Student: The notes put the Γ9 doublet of the acceptor 1s multiplet at zero. So Γ9 is the ground state of Mg in AlN?

Lecturer: Zero is only the reference level. The formula is on the electron energy scale, so the hole ground state is the highest level. The top of the valence band is a p-like triplet with orbital pseudo-spin I = 1 and spin S = 1/2, z along c. At k = 0 the quasi-cubic Hamiltonian is H = Δcr Iz² + (2/3)Δso I·S. AlN is short along c: the compiled a = 3.112 Å and c = 4.982 Å (Vurgaftman 2001) give c/a = 1.601, below the ideal 1.633, and Δcr is negative. I take typical values, Δcr ≈ −220 meV and Δso ≈ 19 meV.

Student: That is the band edge. A bound hole has an envelope.

Lecturer: Keep two envelopes. With spherical kinetic terms and an isotropic Coulomb potential, F = L + I is conserved, L being the envelope angular momentum. The 1s state has F = 1, and the s envelope mixes only with the d envelope:
|M⟩ = √(1−w) |L=0; M⟩ + √w |L=2; F=1, M⟩,
with the same d weight w for M = 0, ±1. Times spin, that is six states. Project H onto them.

Student: Aren't there s–d cross terms?

Lecturer: None, since I does not act on the envelope. In the d part the squared Clebsch–Gordan coefficients for M = +1 are 1/10, 3/10, 3/5 on Iz = +1, 0, −1, so ⟨Iz⟩ = −1/2 and ⟨Iz²⟩ = 7/10. For M = 0 they are 3/10, 2/5, 3/10, so ⟨Iz²⟩ = 3/5. By Wigner–Eckart the vector I becomes (1 − w − w/2)F. The difference of ⟨Iz²⟩ between M = ±1 and 0 is 1 − w + w/10. Up to a constant H keeps its form, with I → F and
Δso* = (1 − 3w/2)Δso, Δcr* = (1 − 9w/10)Δcr.

Student: Different factors. So I can't just scale the band splittings.

Lecturer: Correct. Now Jz = M + Sz is conserved. |+1↑⟩ and |−1↓⟩ stand alone at Δcr* + Δso*/3: that is Γ9, our zero. For Jz = +1/2 the basis is |0↑⟩, |+1↓⟩, with diagonal elements −Δcr* − Δso*/3 and −2Δso*/3, and off-diagonal √2Δso*/3. The trace is −(Δso* + Δcr*), the determinant (2/3)Δso*Δcr*, so
E± = −(Δso* + Δcr*)/2 ± (1/2)√[(Δso* + Δcr*)² − (8/3)Δso*Δcr*].
Jz = −1/2 repeats this block. It is the general two-Γ7 formula with starred parameters.

Student: And the sign of Δcr?

Lecturer: Read the determinant. With both parameters positive, both roots are negative and Γ9 is on top. With Δcr* < 0 the product E+E− is negative, so Γ9 lies between the two Γ7. At w = 0 they sit at +214 and −13.0 meV. For an illustrative w = 0.2 the factors are 0.70 and 0.82, Δso* = 13.3 meV, Δcr* = −180.4 meV, and the model gives +176 and −9.1 meV. The ground doublet is Γ7, a|0↑⟩ + b|+1↓⟩ with a = cos θ, b = sin θ and tan 2θ = 2√2Δso*/(Δso* − 3Δcr*). Here b = 0.034, an almost pure z-like state. At 300 K, kT = 25.9 meV, each excited doublet has relative weight about 0.001, and the model's acceptor degeneracy factor is 2.00, not the 4 of a cubic Γ8 acceptor.

Student: Projecting is first order, and 220 meV is hardly small.

Lecturer: Fair. Iz² is a projector, so its variance in |M⟩ is p(1−p) with p = ⟨Iz²⟩: 3w/5 for M = 0, 1 − 3w/10 for M = ±1, giving 0.106 and 0.056. Assume the other envelope states lie about 400 meV away. The second-order shifts Δcr² p(1−p)/400 meV are then about 13 and 7 meV, both upward, widening the large gap by about 6 meV. So trust 0.18 eV. Kinetic and dielectric anisotropy and the central cell shift Δcr* further, and symmetry allows FzSz and FxSx + FySy separate coefficients. Their equality is the quasi-cubic assumption.

Student: Now g⊥ = 0. Mg on an Al site has only C3v symmetry, so Jz is not conserved.

Lecturer: It is conserved modulo 3. Γ9 becomes Γ5 + Γ6, held together by time reversal, and Γ7 becomes Γ4. A transverse field carries ΔJz = ±1, while +3/2 and −3/2 differ by 3, which is 0 modulo 3. No linear matrix element exists within the doublet, whatever w is. In the model, write the Zeeman term as μB B·(g0 S + λF), g0 = 2.0023, with λ an unknown orbital factor; the hole has the |g| of the missing electron. Γ9 has g∥ = |g0 + 2λ| and g⊥ = 0. A transverse field only shifts it at order B², by 0.37 μeV at 1 T for λ = 0, through the Γ7 just below, and splits it at order B³.

Student: But in AlN that doublet is empty at resonance temperatures.

Lecturer: Exactly. The populated Γ7, with partner a|0↓⟩ + b|−1↑⟩, has
g∥ = g0(a² − b²) + 2λb², g⊥ = g0 a² + 2√2 λab.
The cubic limit a² = 2/3, b² = 1/3 with g0 = 2, λ = 1 gives 4/3 and 8/3, the values for the m = ±1/2 pair of a j = 3/2 level. Our model gives g∥ = 1.998 + 0.002λ and g⊥ = 2.000 + 0.096λ, nearly isotropic.

Student: Would real Mg obey this?

Lecturer: The selection rule holds while the threefold axis survives. In-plane anisotropic strain couples M = +1 to −1 and gives Γ9 a finite g⊥, sizeable once it rivals 9 meV. Mg in AlN is typically deep, about 0.5 to 0.6 eV, and is commonly calculated to trap the hole on one nitrogen neighbour. The local distortion rather than the band Δcr then sets the splitting, which may move either way from the model's 0.18 eV. A hole in pz on the axial nitrogen still gives a Γ4 doublet with g near 2, while a hole on a basal nitrogen removes the axis and the labels with it.